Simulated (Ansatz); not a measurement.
Co: energy above lowest point against volume scale

Free energy against uniform scaling of the volume at fixed shape and fractions; periodic cell, basis, potentials, k mesh and filling as listed. The results are calculated, by Ansatz 0.2.0.

The cell before it is scaled or strained (space group P6_3/mmc, No. 194):
```
CELL_PARAMETERS angstrom
2.47060 0.00000 0.00000
-1.23530 2.13960 0.00000
0.00000 0.00000 8.08820
ATOMIC_POSITIONS crystal
Co 0.00000 0.00000 0.00000
Co 0.33333 0.66667 0.25000
Co 0.00000 0.00000 0.50000
Co 0.66667 0.33333 0.75000
```

Settings of every row: functional PBE; dispersion none; potentials PAW; wave cutoff 420 eV; density cutoff 1680 eV; k mesh 11x11x3; k shift 0x0x0; occupations fermi dirac; smearing width 0.1 eV; spin collinear; SCF threshold exponent -9.

Limits: coarse k mesh, up to 40 meV an atom off.

| row | volume scale | V (Å³/atom) | energy above lowest point (meV/atom) |
| --- | --- | --- | --- |
| 1 | 0.92 | 9.834 | 79.8 |
| 2 | 0.9467 | 10.119 | ? |
| 3 | 0.9733 | 10.403 | 13.8 |
| 4 | 1 | 10.689 | 1.4 |
| 5 | 1.0267 | 10.974 | 0 |
| 6 | 1.0533 | 11.258 | 8 |
| 7 | 1.08 | 11.544 | 23.8 |

Question: what energy above lowest point should row 2 give?

Worked fit of energy above lowest point. Take u = (V_r/V)^(2/3) − 1 with V_r = 10.832 Å³ an atom, which is twice the finite (Eulerian) strain; such expansions in the strain, on which the Birch-Murnaghan equation of state is built, carry the rest volume and the bulk modulus. The shown rows have u = 0.06656, 0.02731, 0.0089, -0.00865, -0.02539, -0.04155. Least squares give energy above lowest point = −0.55 + 71.5 × u + 16306 × u² + 11367 × u³ meV/atom; a parabola predicts inner rows, each left out in turn, worse (root mean square 0.54 against 0.059 meV/atom). All shown rows lie on it to the printed digit. Its lowest point lies at u = -0.0022, or V = 10.87 Å³ an atom, and the curvature there gives the bulk modulus at fixed shape and fractions, B = (4/9)(1 + u)² E″(u)/V = 212 GPa. Letting shape and atoms relax would as a rule lower it, by much in layered, chain or molecular crystals. The withheld row has u = 0.04644, so the fit gives −0.55 + 71.5 × (0.04644) + 16306 × (0.04644)² + 11367 × (0.04644)³ = 39.1 meV/atom.

The calculation gave 39.2 meV/atom. The fit lies 0.1 meV/atom (0.13 % of the column's range) below it, one unit of the last digit.
